Confinement factor of a thin active layer (TE₀ mode, symmetric slab)

The confinement factor Γ is the fraction of the intensity of a guided mode that lies inside a chosen layer. It converts the material gain of that layer into the gain of the mode. Below we derive Γ exactly for the fundamental TE mode of a symmetric slab, take its thin-layer limit, test the interpolation V²/(2 + V²), treat a quantum well inside a wider guide, and put in numbers for an 8 nm InGaAs well at 980 nm.

1. Premises and conventions

(a) The layers are stacked along x, are uniform along y and z, and are linear, isotropic and non-magnetic. The relative permittivity ε(x) = n(x)² is real and piecewise constant; gain enters later as a perturbation.
(b) Fields vary as exp[i(βz − ωt)]. k₀ = ω/c = 2π/λ, λ is the vacuum wavelength, and n_eff = β/k₀.
(c) The core has index n₁ and full thickness d = 2a and fills |x| < a. The claddings have index n₂ < n₁ and are semi-infinite.
(d) TE means that the electric field has only a y component, E(x).
(e) V = k₀ d √(n₁² − n₂²) is built on the full thickness. We also use v = V/2, built on the half thickness. Both conventions occur in the literature, and confusing them changes the thin-layer limit by a factor of 4.
(f) u, w, v and V are dimensionless. The effective width w_eff is a length and is a different quantity from w.

2. Mode equation and definition of Γ

With E along y and ∂/∂y = 0, Faraday's law ∇×E = iωμ₀H gives
H_x = −βE/(ωμ₀), H_z = E′/(iωμ₀).
The y component of ∇×H = −iωε₀εE reads iβH_x − dH_z/dx = −iωε₀εE. Inserting H_x and H_z and multiplying by −iωμ₀ gives

E″ + (k₀²ε(x) − β²)E = 0. (1)

E_y and H_z are tangential to the interfaces and therefore continuous, so E and E′ are continuous everywhere. The time-averaged power flow along z is
S_z = −½ Re(E H_x*) = β|E|²/(2ωμ₀).
The prefactor is the same in every layer. For TE modes the fraction of power in a layer is thus the fraction of ∫|E|²dx in it, and we define

Γ = ∫_layer |E|² dx / ∫_all |E|² dx. (2)

3. The TE₀ mode

A guided mode decays in the claddings, which needs β > k₀n₂. It also needs β < k₀n₁: otherwise E″/E ≥ 0 everywhere, and such a function cannot vanish at both infinities. Define
κ² = k₀²n₁² − β², γ² = β² − k₀²n₂², u = κa, w = γa.
Adding the first two removes β:

u² + w² = k₀²a²(n₁² − n₂²) = v². (3)

Since ε(x) is even, modes are even or odd, and the fundamental is even and nodeless. With E(0) = 1 and E continuous at |x| = a,
E = cos κx for |x| < a,
E = cos u · exp[−γ(|x| − a)] for |x| > a.
Continuity of E′ at x = a requires −κ sin u = −γ cos u, that is

w = u tan u. (4)

Putting (4) into (3) gives u²(1 + tan²u) = v². On the nodeless branch 0 < u < π/2 this is

u = v cos u, w = v sin u. (5)

The function u/cos u rises monotonically from 0 to ∞ on that branch, so TE₀ exists for every v and has no cutoff. The first odd mode obeys w = −u cot u and appears when w = 0, u = v = π/2. The slab carries a single TE mode for V < π.

4. Exact Γ of the core

Core integral, with cos²θ = (1 + cos 2θ)/2:
I_core = ∫ cos²κx dx over (−a, a) = a + sin(2u)/(2κ) = a[1 + sin u cos u/u].
Cladding integral, two equal sides:
I_clad = 2 cos²u ∫ exp[−2γ(x − a)] dx over (a, ∞) = cos²u/γ = a cos²u/w.
Forming I_core/(I_core + I_clad) and multiplying above and below by u/a:

Γ = [u + sin u cos u] / [u + sin u cos u + (u/w) cos²u]. (6)

Equation (5) simplifies this. From sin u = w/v and cos u = u/v,
sin u cos u/u = w/v², cos²u/w = u²/(v²w),
and the sum of the two is (w² + u²)/(v²w) = 1/w by (3). The total integral is therefore

I_core + I_clad = a(1 + 1/w) = d/2 + 1/γ, (7)

and (6) takes two equivalent forms:

Γ = (1 + w/v²)/(1 + 1/w), 1 − Γ = cos²u/(1 + w). (8)

5. How Γ enters the modal gain

Let E₀, β₀ solve (1) for ε(x), and E₁, β₁ solve it for ε + δε(x). Multiply the first equation by E₁ and the second by E₀, subtract, and integrate over all x. The term E₀E₁″ − E₁E₀″ is the derivative of E₀E₁′ − E₁E₀′, which is continuous and vanishes at ±∞, so it integrates to zero. What remains is exact:
(β₁² − β₀²) ∫E₀E₁ dx = k₀² ∫δε E₀E₁ dx.
If δε is constant in one layer and zero elsewhere, first order in δε allows E₁ → E₀ (real), and

δ(β²) = k₀² Γ δε, or Γ = ∂(n_eff²)/∂ε_layer. (9)

Equation (9) gives a second route to (8). At fixed a, k₀ and n₂, w² = a²(β² − k₀²n₂²) and v² = a²k₀²(ε₁ − n₂²), so Γ = d(w²)/d(v²) = 1 − d(u²)/d(v²). From v² = u²/cos²u, d(v²)/du = (2u/cos²u)(1 + u tan u), while d(u²)/du = 2u. Hence Γ = 1 − cos²u/(1 + w), as in (8).

Define the material gain g as the intensity gain per length of a plane wave in the active medium. The complex index is then n_a − ig/(2k₀), since |exp(ik₀nz)|² = exp(gz). To first order in g, δε = −i n_a g/k₀. Write β₁ = β₀ − iG/2 with G the modal intensity gain, so that δ(β²) = −iβ₀G to first order. Equation (9) gives β₀G = k₀ n_a Γ g:

G = (n_a/n_eff) Γ g. (10)

Equivalently G/g = ∂n_eff/∂n_a, which is a convenient way to extract the factor from a mode solver. The common statement G = Γg drops n_a/n_eff, which is allowed only in weak guides, where all indices are nearly equal.

Rate equations use gain per time, v_g G, with v_g = c/n_g and n_g = dβ/dk₀. The exact identity above holds equally for a change of k₀²ε(x). Without material dispersion it yields d(β²)/d(k₀²) = ⟨n²⟩, the |E|²-weighted mean of n², and the left side equals n_eff n_g. Then v_g G = (c/n_a) g Γ_E with Γ_E = n_a²Γ/⟨n²⟩, the fraction of electric energy in the layer. Γ, (n_a/n_eff)Γ and Γ_E are three different numbers that all get called the confinement factor. State which one you quote.

6. Thin-layer limit, V ≪ 1

Set s = v². Equation (4) gives w = u² + u⁴/3 + 2u⁶/15 + …, and (3) gives u² = s − w². Iterate.
First order: w = s.
Second order: u² = s − s², so w = s − s² + s²/3 = s − (2/3)s².
Third order: w² = s² − (4/3)s³, so u² = s − s² + (4/3)s³, u⁴ = s² − 2s³, u⁶ = s³. The s³ coefficient c₃ of w is 4/3 − 2/3 + 2/15 = 4/5.
Write (8) as Γ = (w + w²/s)/(1 + w). The s⁴ coefficient of w² is 4/9 + 2c₃ = 4/9 + 8/5, so
w + w²/s = 2s − 2s² + (128/45)s³,
1/(1 + w) = 1 − w + w² − … = 1 − s + (5/3)s².
The product is 2s − 4s² + (128/45 + 2 + 10/3)s³ = 2s − 4s² + (368/45)s³. With s = V²/4:

Γ = V²/2 − V⁴/4 + (23/180)V⁶ − … (11)

The leading term, with k₀ = 2π/λ, is

Γ ≈ V²/2 = 2π²(n₁² − n₂²)(d/λ)². (12)

The d² law has two sources. The field is nearly flat over the layer, so I_core ≈ d. The mode width (7) is dominated by 1/γ, and w ≈ v² means γ ≈ k₀²(n₁² − n₂²)d/2. Thinning the layer shrinks the region counted and also lets the mode spread, each in proportion, and Γ ≈ γd = V²/2. By (11) the limit (12) overestimates Γ by the relative amount V²/2: 4.5 % at V = 0.3 and 12 % at V = 0.5.

7. Interpolation

The formula usually credited to Botez is

Γ_int = V²/(2 + V²) = V²/2 − V⁴/4 + V⁶/8 − … (13)

It is an interpolation and cannot be derived from (8) as an identity. It works because it reproduces the first two terms of (11) exactly, misses the third by only (23/180 − 1/8)V⁶ = V⁶/360, and tends to 1 at large V. Values from (5) and (8), with the shortfall (Γ − Γ_int)/Γ in the last column:

V | u | w | Γ | Γ_int | shortfall (%)
0.5 | 0.2427 | 0.0601 | 0.1111 | 0.1111 | 0.03
1 | 0.4502 | 0.2176 | 0.3342 | 0.3333 | 0.26
2 | 0.7391 | 0.6736 | 0.6736 | 0.6667 | 1.03
π | 0.9340 | 1.2629 | 0.8438 | 0.8315 | 1.45
4 | 1.0299 | 1.7145 | 0.9023 | 0.8889 | 1.49

The shortfall peaks at 1.5 % near V = 3.8. The approach to 1 has the wrong power. For large v, u → π/2, cos u = u/v and w → v, so (8) gives 1 − Γ → π²/(4v³) = 2π²/V³, whereas (13) gives 2/V². At V = 4 the exact cladding fraction is 0.098 and the interpolated one is 0.111. Use (8) and not (13) when the cladding fraction is what matters, as for free-carrier loss in doped claddings.

8. A well inside a wider guide

In a separate-confinement structure the guide (n₁, d) holds the light and a well of width L_z ≪ d holds the carriers. Define the effective width as integrated intensity over peak intensity,

w_eff = ∫|E|²dx / |E|²_max. (14)

For the symmetric slab the peak is E(0) = 1 and (7) gives

w_eff = d/2 + 1/γ. (15)

This is half of the ray-optics effective thickness d + 2/γ, so check which width a source means.

Suppose first that the well has the index of the guide, so that the mode is that of section 3. For a well centred at x₀ inside the core,
∫cos²κx dx over (x₀ − L_z/2, x₀ + L_z/2) = L_z/2 + cos(2κx₀) sin(κL_z)/(2κ).
For x₀ = 0, sin y = y − y³/6 + … gives

Γ_w = (L_z/w_eff)[1 − (κL_z)²/12 + …] ≈ L_z/w_eff. (16)

Off the peak the leading term is (L_z/w_eff) cos²κx₀. Several thin wells add, each with its own cos² factor. Now Γ_w is linear in L_z, because the guide and not the well sets the width. Equation (12) is the special case in which the layer is its own guide and w_eff ≈ 1/γ ∝ 1/d.

Only the product gL_z enters G in this limit. The carrier envelope functions leak into the barriers, so L_z is partly a convention. Any choice is correct if the same L_z normalises g, provided that the field is flat over the envelope functions.

Best guide thickness. With NA = √(n₁² − n₂²), a = v/(k₀NA), and (5) turns (15) into
w_eff · k₀NA = v + v/w = u/cos u + 1/sin u.
This diverges at both ends of the branch. Setting its derivative, 1/cos u + u sin u/cos²u − cos u/sin²u, to zero gives u = 0.6775, V = 1.739 and w_eff = 2.465/(k₀NA). The optimum lies inside the single-mode range.

Index of the well. A real well has n_w > n₁. Let Δε = n_w² − n₁². Integrating (1) across the well shows that the excess index changes the slope by an extra −k₀²Δε L_z E(0). Measured against the natural slope E(0)/w_eff, this defines the small parameter

σ = k₀² Δε L_z w_eff. (17)

The relative change of Γ_w is first order in σ. It is obtained exactly from the five-layer problem. Let t = x/a, η = L_z/d, U = κa, W = γa, U² + W² = v², Q² = U² + k₀²a²Δε. For t > 0 take
E = cos Qt (t < η),
E = B cos[U(t − η) + φ] (η < t < 1),
E = B cos θ · exp[−W(t − 1)] (t > 1), with θ = U(1 − η) + φ.
Continuity of E and E′ at t = η gives B cos φ = cos Qη and U tan φ = Q tan Qη. At t = 1 it gives U tan θ = W. Eliminating φ:

arctan(W/U) − U(1 − η) = arctan[Q tan(Qη)/U]. (18)

The half-space integrals are J_w = η/2 + sin(2Qη)/(4Q) for the well, B²[(1 − η)/2 + (sin 2θ − sin 2φ)/(4U)] for the guide and B²cos²θ/(2W) for the cladding. Because cos θ = U/v and sin θ = W/v, the identity used for (7) gives sin 2θ/(4U) + cos²θ/(2W) = 1/(2W). Hence

Γ_w = J_w / {J_w + B²[(1 − η)/2 + 1/(2W) − sin 2φ/(4U)]}. (19)

9. Range of validity

- Polarisation. Equations (2) to (19) hold for TE. For TM, S_z ∝ |H_y|²/ε(x) and the normal electric field jumps at interfaces, so neither (6) nor (10) carries over. A compressively strained InGaAs well has its lowest transition to heavy holes and amplifies mainly TE light, which is the case treated here.
- Geometry. Equations (6), (8) and (15) need a symmetric step-index slab with thick claddings. The thickness must be several times 1/γ, otherwise the mode couples to the GaAs substrate or cap, whose index exceeds n_eff. Equations (2), (9), (10) and (14), and the leading term L_z/w_eff of (16) for a well at the peak, hold for any planar profile, graded or asymmetric. Lateral confinement in a ridge adds a further factor.
- Equation (6) is exact for TE₀ at any V. TE₀ is the only TE mode for V < π.
- Equation (12) needs V²/2 ≪ 1 and applies only to a layer that guides the mode by itself.
- Equation (13) is within 1.5 % in Γ and is unreliable for 1 − Γ at large V.
- Equation (16) needs (κL_z)²/12 ≪ 1 and σ ≪ 1.
- Equation (10) needs n_a g/k₀ small against the permittivity steps of the guide, and a local gain uniform across the layer or referred to L_z as above.

10. Numerical illustration: 8 nm InGaAs well, GaAs guide, 980 nm

At λ = 980 nm the photon energy is hc/λ = 1.265 eV. The compiled gap of GaAs at 300 K is 1.42 eV (Wing 2021), about 0.15 eV higher, so GaAs serves as a transparent guide and premise (a) applies. The compiled high-frequency dielectric constant, 10.88 (Skelton 2020), corresponds to an index of 3.30. That is the value far below the gap. Normal dispersion raises the index towards the gap, so it is not the index to use at 980 nm.

Assumed inputs, approximate values at 980 nm: n₁ = 3.52 (GaAs), n₂ = 3.30 (AlGaAs cladding with about 40 % Al), n_w = 3.60 (strained InGaAs well with about 20 % In). Chosen geometry: d = 200 nm including the well, L_z = 8 nm, well centred.

Guide without the index step of the well:
k₀ = 6.411 µm⁻¹, n₁² − n₂² = 1.5004, NA = 1.2249, k₀NA = 7.853 µm⁻¹.
V = 1.571 < π (single mode), v = 0.7853.
Equation (5): u = 0.6331, w = 0.4647.
κ = 6.331 µm⁻¹, γ = 4.647 µm⁻¹, 1/γ = 215.2 nm, n_eff = 3.379.
Fraction in the whole guide: Γ = 0.556 from (8), 0.552 from (13).
w_eff = 100 nm + 215.2 nm = 315.2 nm.
Γ_w = 8/315.2 = 0.0254.
The optimum guide would have d = 221 nm and w_eff = 314 nm, so the minimum is flat and 200 nm is as good.

Corrections, in increasing size:
(i) Curvature of the field over the well: (κL_z)²/12 = 2.1 × 10⁻⁴, negligible.
(ii) Index of the well: Δε = 0.5696, σ = 0.059, η = 0.04. Equation (18) gives U = 0.6284, W = 0.4711, φ = 0.0400 and n_eff = 3.381, and (19) gives Γ_w = 0.0258, which is 1.6 % above L_z/w_eff. As a test of (9), n_eff² has risen by 0.01457, midway between Γ_wΔε evaluated before (0.01445) and after (0.01469) the step is switched on.
(iii) Gain factor: n_w/n_eff = 1.065, so G/g = 0.0275. For rate equations, without material dispersion, ⟨n²⟩ = 11.75 and Γ_E = 0.028.

An illustrative material gain g = 1000 cm⁻¹ gives G = 27 cm⁻¹. It corresponds to |Im δε| = n_w g/k₀ = 0.056, small against 1.5004. Carriers also lower the real part of ε. A typical linewidth enhancement factor of about 2 gives a shift of magnitude 0.11 for this gain, and scaling correction (ii) linearly shows that Γ_w drops by about 0.3 %.

Sensitivity. Raising n₂ by 0.02 to 3.32 widens the mode to w_eff = 332 nm and lowers L_z/w_eff to 0.0241, a change of 5 %. This exceeds correction (ii) and rivals (iii), so the assumed indices support two significant figures only. Displacing the well by 50 nm from the centre multiplies Γ_w by cos²κx₀ = 0.90.

What the guide buys. The same well placed directly between the claddings has n_w² − n₂² = 2.07 and V = 0.074. Equation (12) then applies and gives Γ = 0.0027 with a mode width of 2.9 µm. The separate-confinement layer raises the overlap by a factor of 9.5. Applying (12) to a well that sits inside a guide is a frequent slip, and here it would be low by that factor.

The model's result is Γ_w ≈ 0.026 as an intensity fraction and G/g ≈ 0.027 to 0.028 as a gain factor. As typical knowledge, single wells of this width in narrow separate-confinement guides have a confinement factor of roughly 2 to 3 %, the range in which the model falls. High-power 980 nm diodes widen or skew the guide on purpose, to cut facet intensity, loss and beam divergence, and typically reach about 1 % or less. For them the model's number is high by a factor of two to three or more, and w_eff must be computed from (14) with the actual layer profile.